Comment 1. What "expand in the interaction" takes for granted.

The nuclei are clamped and the electrons live in a finite orbital basis, so every operator is a finite Hermitian matrix. H(λ) = H0 + λV, with H0 and V independent of temperature and λ = 1 physical. The ensemble is canonical (fixed electron number) until Comment 8: Z(λ) = Tr exp(−βH(λ)), F = −kT ln Z, β = 1/kT. Energies are in eV. Fn is the coefficient of λⁿ in F at fixed T. The eigenvalues of H0 are E0_I, the weights are p_I = exp(−βE0_I)/Z0, and ⟨x⟩ = Σ_I p_I x_I. The lowest level of H0 has degeneracy g and lies a gap G below the next one.

By Rellich's theorem the eigenvalues of H(λ) can be labelled so that each is analytic near λ = 0, degenerate ones included: E_I(λ) = E0_I + λE1_I + λ²E2_I + … The labels follow analytic branches, not energy order, and branches that leave a degenerate level cross at λ = 0. For a level M of H0 with energy E_M and projector P, the E1_I are the eigenvalues of PVP. The E2_I are the diagonal elements of W = PVQ(E_M − H0)⁻¹QVP, Q = 1 − P, in the basis that diagonalises PVP and also diagonalises W within any subspace that PVP leaves degenerate.

Comment 2. The expansion in state energies.

Dividing Z by Z0 gives Z/Z0 = ⟨exp(−X)⟩ with X_I = β(λE1_I + λ²E2_I + …). From exp(−X) = 1 − X + X²/2 − …,

Z/Z0 = 1 + λa1 + λ²a2 + …, a1 = −β⟨E1⟩, a2 = −β⟨E2⟩ + β²⟨E1²⟩/2.

From ln(1 + u) = u − u²/2 + …, ln(Z/Z0) = λa1 + λ²(a2 − a1²/2) + … Multiplying by −1/β,

F1 = ⟨E1⟩, (1)
F2 = ⟨E2⟩ − (β/2)(⟨E1²⟩ − ⟨E1⟩²). (2)

This is the cumulant expansion ln⟨exp(−X)⟩ = −⟨X⟩ + κ2(X)/2 − κ3(X)/6 + …, sorted by powers of λ. The λ³ terms give

F3 = ⟨E3⟩ − β Cov(E1,E2) + (β²/6) κ3(E1), (3)

with Cov the covariance and κn the n-th cumulant under p_I. The highest power of β at order n comes from κn(X) with X cut to βλE1:

Fn = (−β)ⁿ⁻¹ κn(E1)/n! + lower powers of β. (4)

Comment 3. The same term in imaginary time.

The Matsubara route starts from exp(−βH) = exp(−βH0) S(β), with ∂S/∂τ = −λV(τ)S, S(0) = 1 and V(τ) = exp(τH0) V exp(−τH0). Iterating twice and taking the trace, a1 = −β⟨V⟩ with ⟨V⟩ = Σ p_I V_II, and a2 = ∫₀^β dτ1 ∫₀^τ1 dτ2 Tr[exp(−βH0)V(τ1)V(τ2)]/Z0. In any eigenbasis of H0 the integrand is Σ_IJ p_I |V_IJ|² exp(ω(τ1 − τ2)), ω = E0_I − E0_J. The integral over the triangle is

T(ω) = (exp(βω) − 1 − βω)/ω², T(0) = β²/2.

For ω ≠ 0 use p_I exp(βω) = p_J, so that p_I T(ω) = (p_J − p_I)/ω² − βp_I/ω. The first piece is odd under I ↔ J while |V_IJ|² is even, so it cancels in the double sum. With F2 = −(a2 − a1²/2)/β,

F2 = Σ_(ω≠0) p_I |V_IJ|²/ω − (β/2)[Σ_(ω=0) p_I |V_IJ|² − ⟨V⟩²]. (5)

A vanishing denominator is therefore not dropped: 1/ω is replaced by −β/2. Equation (5) is (2). Within a level M the weight p_I is constant. The ω = 0 sum over M is p Tr(PVP)² = p Σ E1_I², the ω ≠ 0 sum is p Tr W = p Σ E2_I, and Tr PVP = Σ E1_I. Only traces enter, so (5) needs no adapted basis. In a basis of determinants the variance is shared between the spread of the diagonal elements and the off-diagonal elements inside M, and both must be kept.

In frequency language, let C(τ) = ⟨δV(τ)δV(0)⟩ with δV = V − ⟨V⟩, the bracket now being the thermal trace. The triangle integral equals ∫₀^β (β − τ)C(τ)dτ, and C(τ) = C(β − τ) by cyclicity of the trace, which turns the factor β − τ into β/2. Hence F2 = −½∫₀^β C(τ)dτ = −½C(iν = 0), with C(iν_n) = ∫₀^β exp(iν_nτ)C(τ)dτ and ν_n = 2πn/β. Since C(τ) is a sum of non-negative terms, F2 ≤ 0. The ω = 0 pairs give a part of C(τ) that does not depend on τ, whose transform is β times that constant at n = 0 and zero at every other n. A continuation to zero frequency from the points n ≠ 0 misses it. The structure is that of magnetic susceptibility: the ω = 0 part is the Curie term and the ω ≠ 0 part the Van Vleck term.

Comment 4. The limit T → 0, case by case.

For β → ∞, p_I = 1/g + O(exp(−βG)) in the ground level and O(exp(−βG)) elsewhere. The sums are finite and β exp(−βG) → 0, so

F1 → Ē1, F2 = Ē2 − βσ²/2 + O(β exp(−βG)), (6)

where the bar is the plain average over the g ground states and σ² the variance of E1 over them. A variance vanishes only if all values are equal. Four cases follow.

(a) g = 1. Then σ² = 0 and F2 → E2 of the ground state, with exponentially small corrections.

(b) g > 1, split at first order. F1 tends to the mean Ē1 and not to the lowest E1, and F2 → −∞ as −σ²/(2kT). By (4) order n grows as 1/Tⁿ⁻¹ whenever κn ≠ 0.

(c) g > 1, unsplit at first order but split at second. F2 is finite, but its limit is the mean Ē2 and not the E2 of the state that becomes the ground state. All covariances with E1 vanish, so F3 → Ē3. At fourth order κ2(X)/2 contains β²λ⁴Var(E2)/2, and F4 diverges as −(β/2)Var(E2). In general a first splitting at order m leaves Fn finite for n < 2m and makes F at order 2m diverge as −(β/2)Var(Em).

(d) g > 1, with the degeneracy protected by a symmetry of both H0 and V. All cumulants beyond the first vanish and Fn → En at every order.

An unsplit first order is thus necessary and sufficient for a finite limit of F2, and the limit is the Rayleigh-Schrödinger E2 of the ground state only if second order does not split the level either.

Comment 5. Why the limits do not commute.

Keep only the ground level and first order, with e_i = E1_i running from e_min to e_max and width w = e_max − e_min:

F(λ) − F0 = −kT ln[(1/g) Σ_i exp(−βλe_i)]. (7)

At T = 0 this equals λe_min for λ > 0 and λe_max for λ < 0, which has a kink at the expansion point. At T > 0 the slope ∂F/∂λ is the thermal mean of e_i at coupling λ, and it falls from e_max to e_min across a window of λ of order kT/w. The curvature therefore integrates to −w over that window, so its height scales as 1/T, and F2 is half the curvature at λ = 0. The divergent term is the height of a nascent delta function. The exact F is finite and tends to the lowest E_I(λ). What fails is exchanging T → 0 with the expansion about λ = 0.

Comment 6. The radius of convergence.

For finite matrices Z(λ) is an entire function of λ at every T > 0, because the matrix exponential is. The branch points of the single E_I(λ) cancel in the trace. The Taylor series of ln Z therefore converges out to the nearest complex zero of Z. Call that distance R; the series converges at the physical point when R > 1.

A general floor: by Hölder's inequality for traces the n-th imaginary-time integrand is bounded by Z0‖V‖ⁿ, with ‖V‖ the largest absolute eigenvalue of V, and the time-ordered volume is βⁿ/n!. Thus |Z/Z0 − 1| ≤ exp(β|λ|‖V‖) − 1, which is below 1 for β|λ|‖V‖ < ln 2, so R ≥ kT ln 2/‖V‖.

In model (7), Z depends on λ only through βλ, so R is exactly proportional to T if a zero exists. It does: an entire function of order one without zeros has the form exp(a + bλ) by Hadamard's factorisation theorem, and exponentials with distinct exponents are linearly independent, so a sum over two or more distinct e_i cannot have that form. A lower bound follows by measuring e_i from the middle of the range, |e_i| ≤ w/2. Each term is then a positive number times the phase exp(−iβe_i Im λ), and all real parts are positive when βw|Im λ| < π. So R ≥ πkT/w. For two levels a distance w apart, with g1 states below and g2 above, g1 + g2 exp(−x) = 0 with x = βλw gives x = ln(g2/g1) ± iπ and R = (kT/w)√(π² + ln²(g2/g1)). The bound is reached for g1 = g2. Convergence thus needs a first-order splitting below a few kT, with a factor set by the level pattern.

Model (7) is the exact low-temperature limit of R. At fixed βλ the omitted exponents βλ²E2 fall in proportion to kT and the higher levels as exp(−βG), so Z/Z0 converges uniformly on bounded sets of βλ to the average in (7), and by Hurwitz's theorem its zeros converge too. With a first splitting at order m the same argument gives R ∝ T^(1/m).

Comment 7. Near degeneracy.

In (5) the ordered pairs IJ and JI together give |V_IJ|²(p_I − p_J)/ω, which tends to −βp_I|V_IJ|² as ω → 0 and so joins the two −β/2 terms continuously. For an isolated pair with unperturbed gap ω > 0 and a purely off-diagonal coupling v, F2 = −(v²/ω) tanh(βω/2). It grows as −βv²/2 on cooling and saturates at −v²/ω once kT is well below ω/2. Here Z = 2 cosh(β√(ω²/4 + λ²v²)), which first vanishes where the argument of the cosh equals ±iπ/2, so that R = √(ω² + π²k²T²)/(2|v|). This runs from πkT/(2|v|) at ω = 0 to the Rayleigh-Schrödinger radius ω/(2|v|) at T = 0. A small gap removes the divergence of each term but does not rescue the series when ω < 2|v|.

Comment 8. The π*² manifold of O2, and what diagrams compute for it.

Take for H0 a spin-independent one-electron operator with full axial symmetry, such as the Fock operator in which each of the four π* spin orbitals is half occupied. Two electrons in the real orbitals x and y give g = 6 determinants with one E0. Any one-electron part of V, including the field of the filled shells, acts in the π* shell as a multiple of the unit matrix by symmetry and shifts all six states alike. The splitting comes from the repulsion within the shell, with U = (xx|xx) = (yy|yy), U′ = (xx|yy), K = (xy|xy) in charge-cloud notation. Integrals with an odd number of y indices vanish by reflection. The rotated orbital (x + y)/√2 has density (xx + yy + 2xy)/2 and self-repulsion (2U + 2U′ + 4K)/4, which must equal U, so U = U′ + 2K.

The determinants x↑y↑ and x↓y↓ have energy U′ − K. For M_S = 0, written with the ↑ orbital first, x↑y↓ and y↑x↓ have diagonal U′ and coupling K, giving U′ − K and U′ + K, while x↑x↓ and y↑y↓ have diagonal U and coupling K, giving U − K = U′ + K and U + K = U′ + 3K. With D = 2K and the triplet as zero, E1 = 0 (³Σg⁻, 3 states), D (¹Δg, 2 states), 2D (¹Σg⁺, 1 state). An e² shell of a point defect of C3v symmetry in a semiconductor has the same pattern, ³A2, ¹E, ¹A1.

The moments ⟨E1ⁿ⟩/Dⁿ = (2 + 2ⁿ)/6 are 2/3, 1, 5/3, 3 for n = 1 to 4. The cumulants are κ1 = 2D/3, κ2 = (1 − 4/9)D² = 5D²/9, κ3 = (5/3 − 2 + 16/27)D³ = 7D³/27, and, from the fourth central moment 17D⁴/27, κ4 = (17/27 − 25/27)D⁴ = −8D⁴/27. With x = βD, at λ = 1 and F0 = −kT ln 6 relative to E0, model (7) is

(F − F0)/D = −(1/x) ln[(3 + 2e⁻ˣ + e⁻²ˣ)/6] = 2/3 − 5x/18 + 7x²/162 + x³/81 − 13x⁴/1944 − 5x⁵/17496 + … (8)

The zeros follow from 3 + 2y + y² = 0 with y = exp(−βλD), so y = −1 ± i√2 with modulus √3 and phase ±(π − arctan √2). The nearest zeros are βλD = −0.5493 ∓ 2.1863i, of modulus x* = 2.254, above the bound π/2 = 1.571 that w = 2D gives. Thus R = 2.254 kT/D.

Wick's theorem, and with it the diagram series, belongs to the grand canonical ensemble, where H0 − μN replaces H0. Holding two π* electrons on average pins the zeroth-order μ at the π* level, f = 1/2, and the degenerate manifold becomes all 16 states of the shell with N = 0 to 4. The shell repulsion is 0 for N = 0 and 1, the six values above for N = 2, 3U′ + K for N = 3 and 6U′ + 2K for N = 4. Subtracting the mean-field potential u = (3U′ + K)/2 per electron, which H0 already contains, gives V = 0 for N = 0 and 4, −u for N = 1 and 3, and −2U′ − 2K, −2U′, −2U′ + 2K for N = 2. The mean is −u and the variance over the 16 states is (3U′² + 2U′K + 7K²)/8. The second-order diagram ¼Σ|⟨pq||rs⟩|² f_p f_q(1 − f_r)(1 − f_s)/(ε_p + ε_q − ε_r − ε_s), with −β/2 in place of each inverse zero denominator, gives −β/2 times 1/16 of the sum of the six squared two-electron energies, and that sum over 16 is the same polynomial. Terms of this kind are the anomalous diagrams of Kohn and Luttinger (1960).

Returning to fixed average N does not remove it. F is the stationary value of Ω(μ) + μN. With Ω = Ω0 + λΩ1 + λ²Ω2 and primes on Ω for ∂/∂μ, stationarity of λΩ1′δμ + ½Ω0″δμ² gives F2 = Ω2 − Ω1′²/(2Ω0″), where Ω1′ = β Cov(V,N) and Ω0″ = −β Var(N). The divergent part is −(β/2)[Var(V) − Cov(V,N)²/Var(N)], which vanishes only if the first-order energies are linear in N on the manifold. Here V is symmetric under N ↔ 4 − N, so Cov(V,N) = 0 and nothing cancels. The coefficient contains U′, the cost of charge fluctuation, which the canonical variance 5D²/9 = 20K²/9 lacks. The two ensembles diverge with the same power of T and different coefficients.

Comment 9. What removes the divergence.

The culprit is an ensemble that gives equal weight to states that V separates. One remedy is to move PVP into H0, so that the remaining V has no matrix elements inside the ground level and the splitting sits in the weights. Another is to restrict the trace to a symmetry sector with g = 1. For O2 without spin-dependent terms, M_S = 1 contains the single determinant x↑y↑ of the manifold, which is case (a), and the three triplet components together are case (d). The sector M_S = 0 does not help: its weights are 1, 2, 1, so Z ∝ (1 + y)², the variance is D²/2 and x* = π.

Comment 10. Range of validity.

Equations (1) to (5) are exact Taylor coefficients for any T > 0 under the premises of Comment 1. Equation (6) needs exp(−βG) ≪ 1. The law R = x* kT/D is asymptotic for R ≪ 1 and only an estimate near R = 1, for two reasons.

First, higher orders shift the zero. Let the ¹Δg and ¹Σg⁺ levels acquire second-order terms λ²δa and λ²δb relative to the triplet. With x = βλD and ε = δ kT/D², Z ∝ 3 + 2y exp(−x²εa) + y² exp(−x²εb). Linearising, δZ = −x²(2yεa + y²εb) and ∂Z/∂x = −(2y + 2y²), so δx/x = −x(2εa + yεb)/(2 + 2y). At y = −1 + i√2, x = −0.5493 − 2.1863i, the real part, which is the relative change of x*, is 1.546εa − 0.498εb.

Second, higher levels of H0 enter Z at |λ| ≤ 1 with relative weight up to exp(−β(G − |A|)) per state, where A is their first-order shift relative to the ground manifold. This needs G − |A| ≫ kT.

T is an electronic temperature at fixed bond length; vibration, rotation and dissociation are outside the model. Spin-spin and spin-orbit terms are neglected. Placed in V they would split the triplet by a few cm⁻¹, a typical size, and the same breakdown would reappear within the triplet at a few kelvin.

Comment 11. Numbers for the model.

Take D = 1.0 eV, an illustrative input chosen to equal the approximate typical ¹Δg–³Σg⁻ gap, and three temperatures: 300 K, 1273 K (typical of a furnace for thermal oxidation of silicon in O2) and 10000 K. The entries are the terms of (8) in eV; F1 = 0.667 eV in all rows, and "full" is the closed form of F − F0.

T/K     βD      F2      F3     F4     full     R
300     38.68   −10.7   64.7   715    0.0179   0.058
1273    9.116   −2.53   3.59   9.35   0.0760   0.247
10000   1.160   −0.322  0.058  0.019  0.411    1.94

At 300 K and 1273 K the full value is kT ln 2 to the digits shown, the cost of losing three of the six states, while the terms grow from order to order. At 10000 K the partial sums are 0.422 eV at fourth order and 0.409 eV at sixth, closing on 0.411 eV. The entropy shows the defect before the series diverges. From S2 = −∂F2/∂T = −kβ²σ²/2, the second-order entropy is k(ln 6 − 5x²/18), which drops below the model's exact floor k ln 3 for x > √(18 ln 2/5) = 1.58, inside the radius 2.254.

The model's series converges at λ = 1 for kT > D/x* = 0.444 eV, or T* = 5.15 × 10³ K. To size the neglected terms take δa = 0 and δb = −0.4 eV, chosen to bring ¹Σg⁺ from the first-order 2.0 eV to its typical position near 1.6 eV. At T*, εb = −0.18 and x* rises by a fraction 0.09 in the linear estimate; at 300 K, εb = −0.010 and the fraction is 0.005. An assumed margin G − |A| = 4 eV gives a weight of 1.2 × 10⁻⁴ per higher state at T*. The model's threshold is therefore about 5 × 10³ K to one figure. First-order splittings from mean-field orbitals are typically larger than the correlated gap used here, roughly 1.3 eV, so for a Fock reference the model's T* is probably low by a factor near 1.3 and its divergent coefficient 5D²/18 by a factor near 1.7. That only widens the divergent range, which already covers 300 K and 1273 K with R well below 1.